**Axial ratio of omega-phase Co, Ni, Ru, Rh, Pd, Ir and Pt against d-band filling**

The table holds c/a, volume, bulk modulus and magnetic moment of seven elements in the hypothetical omega (AlB2-type) structure, from scalar-relativistic plane-wave PAW calculations with m-r2SCAN. The program derives the three short bond lengths and minimises, at fixed volume, a pair repulsion $r^{-n}$ plus a canonical d-band energy with one weight fitted to the five non-magnetic rows. Repulsion alone gives c/a of 0.596 to 0.598 for $n$ from 6 to 16, close to Pd and Pt, and the d band favours a larger ratio once about one hole per atom is open. The fit gives the order of the groups with an rms misfit of 0.008 to 0.010 but lies 0.010 to 0.017 below Rh and Ir. Ferromagnetic Co and Ni are predicted without fitting, and the sign of the magnetic shift for Ni depends on the assumed d count.

Elements of groups 8 to 10 in the omega (AlB2-type) structure, each relaxed in the lowest of the magnetic starts tried. Ansatz 0.2.0, m-r2SCAN with plane-wave PAW, scalar-relativistic with collinear spin, 500 eV cutoff and Fermi-Dirac smearing of 0.05 eV. Volumes and bulk moduli come from equation-of-state runs.

## Program and output

```python
# Table: c/a, volume, bulk modulus, moment of omega (AlB2-type) Co Ni Ru Rh Pd Ir Pt; Ansatz 0.2.0, PAW, m-r2SCAN, scalar-relativistic.
# Tested: c/a from pair repulsion r^-n plus a canonical d band (sigma:pi:delta = -6:4:-1, r^-5) at fixed volume.
T = {
    'element': ['Co', 'Ni', 'Ru', 'Rh', 'Pd', 'Ir', 'Pt'],
    'Z': [27, 28, 44, 45, 46, 77, 78],
    'valence_electrons': [9, 10, 8, 9, 10, 9, 10],
    'k_mesh': ['11×11×15', '10×10×15', '11×11×16', '11×11×16', '9×9×13', '11×11×15', '11×11×15'],
    'c_over_a_m_r2SCAN': [0.615, 0.606, 0.628, 0.614, 0.592, 0.617, 0.595],
    'volume_m_r2SCAN': [10.61, 10.65, 13.82, 14.08, 15.26, 14.64, 15.66],  # Å³
    'bulk_modulus_m_r2SCAN': [235, 215, 319, 264, 175, 351, 256],  # GPa
    'moment_m_r2SCAN': [1.7, 0.66, 0.0, 0.0, 0.0, 0.0, 0.0],  # μB
    'magnetic_order_m_r2SCAN': ['ferromagnetic', 'ferromagnetic', 'non-magnetic', 'non-magnetic', 'non-magnetic', 'non-magnetic', 'non-magnetic'],
}
import numpy as np, itertools as it
el = T['element']; N = np.array(T['valence_electrons']); g = np.array(T['c_over_a_m_r2SCAN'])
V = np.array(T['volume_m_r2SCAN']); B = np.array(T['bulk_modulus_m_r2SCAN'], float); c = dict(zip(el, g))
nm = np.array([o == 'non-magnetic' for o in T['magnetic_order_m_r2SCAN']]); g0 = (3/8)**.5
# further outputs of the same runs: cell magnetization (3 atoms), pressure at 0.88 and 1.00 volume (GPa)
m = np.array([4.846, 1.820, 0, 0, 0, 0, 0])/3
P88 = np.array([39.357, 37.097, 55.308, 46.621, 31.960, 61.679, 46.061])
P1 = np.array([-0.136, -0.006, 0.081, -0.030, 0.174, 0.007, -0.053])
assert c['Ru'] > c['Rh'] > c['Pd'] and c['Ir'] > c['Pt'] and c['Co'] > c['Ni']
assert np.ptp(g[N == 9]) < 0.004 and c['Ni'] - max(c['Pd'], c['Pt']) > 0.008
assert np.all(g > 3**-.5) and np.all(g < 2/3)
x = .88**(-1/3); Bp = 4 + ((P88 - P1)/(1.5*B*(x**7 - x**5)) - 1)/(.75*(x*x - 1))
a = (2*3**.5*V/g)**(1/3)
print(f"bcc-derived c/a {g0:.4f}; hard spheres {3**-.5:.4f}; rounding of c/a +-0.0005")
print("element  c/a-0.6124 | honeycomb, chain, interlayer bond (A) | chain/honeycomb | approx B'")
for i, e in enumerate(el):
    print(f"{e} {g[i]-g0:+.4f} | {a[i]/3**.5:.3f} {a[i]*g[i]:.3f} {a[i]*(1/3+g[i]**2/4)**.5:.3f} | {g[i]*3**.5:.3f} | {Bp[i]:.2f}")
for p, q in [('Ru','Rh'), ('Rh','Pd'), ('Ir','Pt'), ('Co','Ni'), ('Pd','Ni'), ('Pt','Ni')]:
    i, j = el.index(p), el.index(q)
    print(f"{p}->{q}: c/a {g[j]-g[i]:+.3f}, volume {V[j]-V[i]:+.2f} A^3, bulk modulus {B[j]-B[i]:+.0f} GPa")
print(f"group 9: c/a spread {np.ptp(g[N==9]):.3f}, volume spread {np.ptp(V[N==9]):.2f} A^3")
pf = np.polyfit(N[nm], g[nm], 1)
print(f"line through non-magnetic rows: {pf[0]:+.4f} per electron; table minus line:")
print("  " + " ".join(f"{e} {r:+.4f}" for e, r in zip(el, g - np.polyval(pf, N))))
for e, ds in [('Rh', -0.803 - 0.357), ('Ir', -0.364 - 0.192)]:  # stress zz - xx of the same runs, GPa
    print(f"{e}: stress anisotropy {ds:+.2f} GPa, c/a shift about {c[e]*ds/(0.8*B[el.index(e)]):+.3f} if G is near 0.4 B")
pos = np.array([[0, 0, 0], [1/3, 2/3, .5], [2/3, 1/3, .5]]); nrm = lambda d: np.linalg.norm(d, axis=1)
cell = lambda y: y**(-1/3)*np.array([[1, 0, 0], [-.5, 3**.5/2, 0], [0, 0, y]])
Rn = np.array(list(it.product(range(-3, 4), repeat=3))); nb = {}
for i, j in it.product(range(3), repeat=2):
    f = Rn + pos[j] - pos[i]; r = nrm(f@cell(g0))*g0**(1/3); nb[i, j] = f[(r > 1e-6) & (r < 1.6)]
Q = np.zeros((5, 3, 3)); Q[0,0,1] = Q[0,1,0] = Q[1,0,2] = Q[1,2,0] = Q[2,1,2] = Q[2,2,1] = Q[3,0,0] = .5**.5
Q[3,1,1] = -.5**.5; Q[4] = np.diag([-1, -1, 2])/6**.5
k = np.array([[i/12, j/12, (l + .5)/16] for i in range(12) for j in range(12) for l in range(8)])
def band(y):
    H = np.zeros((len(k), 15, 15), complex)
    for (i, j), f in nb.items():
        d = f@cell(y); r = nrm(d); u = d/r[:, None]; v = np.einsum('aij,bj->bai', Q, u)
        s = np.einsum('bai,bi->ba', v, u); ss = s[:, :, None]*s[:, None, :]
        Ps, Pp = 1.5*ss, 2*(np.einsum('bai,bci->bac', v, v) - ss)
        h = (-6*Ps + 4*Pp - (np.eye(5) - Ps - Pp))*r[:, None, None]**-5.
        H[:, 5*i:5*i+5, 5*j:5*j+5] = (np.exp(2j*np.pi*k@f.T)@h.reshape(-1, 25)).reshape(-1, 5, 5)
    e = np.sort(np.linalg.eigvalsh(H).ravel())
    return np.concatenate([[0], np.cumsum(e)])/(3*len(k)), e.std()
ys = np.linspace(.56, .66, 11); yy = np.linspace(.56, .66, 1001); bands = [band(y) for y in ys]
fill = np.linspace(0, 5, 15*len(k) + 1); sm = lambda E: np.polyval(np.polyfit(ys - .61, E, 3), yy - .61)
def rep(n):
    R = sm([sum((nrm(f@cell(y))**-n).sum() for f in nb.values()) for y in ys]); return R/R[500]
bond = lambda n, s: sm([np.interp((n+s)/2, fill, C) + np.interp((n-s)/2, fill, C) for C, w in bands])/bands[5][1]
print("repulsion alone, best c/a: " + ", ".join(f"n={n}: {yy[rep(float(n)).argmin()]:.3f}" for n in (6, 8, 10, 12, 16)))
print(f"non-magnetic rows: corr(B', c/a) {np.corrcoef(Bp[nm], g[nm])[0,1]:+.2f}; B' range {np.ptp(Bp[nm]):.2f}, about {3*np.ptp(Bp[nm]):.1f} in n")
W = sm([w for C, w in bands]); sl = lambda E: (E[410] - E[390])/.002
print(f"slope dE/d(c/a) at 0.60, negative favours larger c/a; bandwidth only, over |E|: {-sl(W)/W[400]:+.2f}")
for n in (7, 7.4, 8, 8.4, 9, 9.4):
    E = bond(n, 0); print(f"  d count {n}: E {E[400]:+.3f}, slope {sl(E):+.3f} (rms widths), over |E| {sl(E)/abs(E[400]):+.2f}")
R = rep(10.)
for off in (0.6, 1.0):
    E0 = [bond(n - off, 0) for n in N]; E1 = [bond(n - off, min(s, 10 - n + off)) for n, s in zip(N, m)]
    pred = lambda lam, Es: np.array([yy[(R + lam*E).argmin()] for E in Es])
    lams = np.linspace(0, 2/abs(E0[el.index('Ru')][500]), 101)
    rms = [np.sqrt(np.mean((pred(l, E0) - g)[nm]**2)) for l in lams]; lam = lams[int(np.argmin(rms))]
    p0, p1 = pred(lam, E0), pred(lam, E1)
    print(f"d count = valence - {off}, n=10: weight {lam:.3f} (max {lams[-1]:.3f}), rms {min(rms):.4f}, at weight 0 {rms[0]:.4f}")
    for i, e in enumerate(el):
        print(f"  {e} model {p1[i]:.3f}, table-model {g[i]-p1[i]:+.3f}, d share of pressure {lam*abs(E1[i][500])/2:.2f}" + ("" if nm[i] else f", no moment {p0[i]:.3f} (not fitted)"))
```

It prints:

```
bcc-derived c/a 0.6124; hard spheres 0.5774; rounding of c/a +-0.0005
element  c/a-0.6124 | honeycomb, chain, interlayer bond (A) | chain/honeycomb | approx B'
Co +0.0026 | 2.257 2.404 2.557 | 1.065 | 4.27
Ni -0.0064 | 2.271 2.384 2.565 | 1.050 | 4.68
Ru +0.0156 | 2.448 2.663 2.787 | 1.088 | 4.73
Rh +0.0016 | 2.482 2.639 2.811 | 1.063 | 5.05
Pd -0.0204 | 2.581 2.646 2.900 | 1.025 | 5.50
Ir +0.0046 | 2.510 2.683 2.846 | 1.069 | 4.96
Pt -0.0174 | 2.599 2.678 2.923 | 1.031 | 5.36
Ru->Rh: c/a -0.014, volume +0.26 A^3, bulk modulus -55 GPa
Rh->Pd: c/a -0.022, volume +1.18 A^3, bulk modulus -89 GPa
Ir->Pt: c/a -0.022, volume +1.02 A^3, bulk modulus -95 GPa
Co->Ni: c/a -0.009, volume +0.04 A^3, bulk modulus -20 GPa
Pd->Ni: c/a +0.014, volume -4.61 A^3, bulk modulus +40 GPa
Pt->Ni: c/a +0.011, volume -5.01 A^3, bulk modulus -41 GPa
group 9: c/a spread 0.003, volume spread 4.03 A^3
line through non-magnetic rows: -0.0179 per electron; table minus line:
  Co +0.0022 Ni +0.0111 Ru -0.0027 Rh +0.0012 Pd -0.0029 Ir +0.0042 Pt +0.0001
Rh: stress anisotropy -1.16 GPa, c/a shift about -0.003 if G is near 0.4 B
Ir: stress anisotropy -0.56 GPa, c/a shift about -0.001 if G is near 0.4 B
repulsion alone, best c/a: n=6: 0.597, n=8: 0.598, n=10: 0.598, n=12: 0.597, n=16: 0.596
non-magnetic rows: corr(B', c/a) -0.99; B' range 0.77, about 2.3 in n
slope dE/d(c/a) at 0.60, negative favours larger c/a; bandwidth only, over |E|: -0.05
  d count 7: E -3.494, slope -0.988 (rms widths), over |E| -0.28
  d count 7.4: E -3.166, slope -0.826 (rms widths), over |E| -0.26
  d count 8: E -2.598, slope -0.342 (rms widths), over |E| -0.13
  d count 8.4: E -2.175, slope -0.199 (rms widths), over |E| -0.09
  d count 9: E -1.455, slope -0.104 (rms widths), over |E| -0.07
  d count 9.4: E -0.919, slope +0.115 (rms widths), over |E| +0.13
d count = valence - 0.6, n=10: weight 0.485 (max 0.630), rms 0.0097, at weight 0 0.0179
  Co model 0.607, table-model +0.008, d share of pressure 0.44, no moment 0.600 (not fitted)
  Ni model 0.598, table-model +0.008, d share of pressure 0.21, no moment 0.592 (not fitted)
  Ru model 0.629, table-model -0.001, d share of pressure 0.77
  Rh model 0.600, table-model +0.014, d share of pressure 0.53
  Pd model 0.592, table-model -0.000, d share of pressure 0.22
  Ir model 0.600, table-model +0.017, d share of pressure 0.53
  Pt model 0.592, table-model +0.003, d share of pressure 0.22
d count = valence - 1.0, n=10: weight 0.462 (max 0.570), rms 0.0078, at weight 0 0.0179
  Co model 0.604, table-model +0.011, d share of pressure 0.52, no moment 0.604 (not fitted)
  Ni model 0.595, table-model +0.011, d share of pressure 0.32, no moment 0.598 (not fitted)
  Ru model 0.632, table-model -0.004, d share of pressure 0.81
  Rh model 0.604, table-model +0.010, d share of pressure 0.60
  Pd model 0.598, table-model -0.006, d share of pressure 0.34
  Ir model 0.604, table-model +0.013, d share of pressure 0.60
  Pt model 0.598, table-model -0.003, d share of pressure 0.34
```
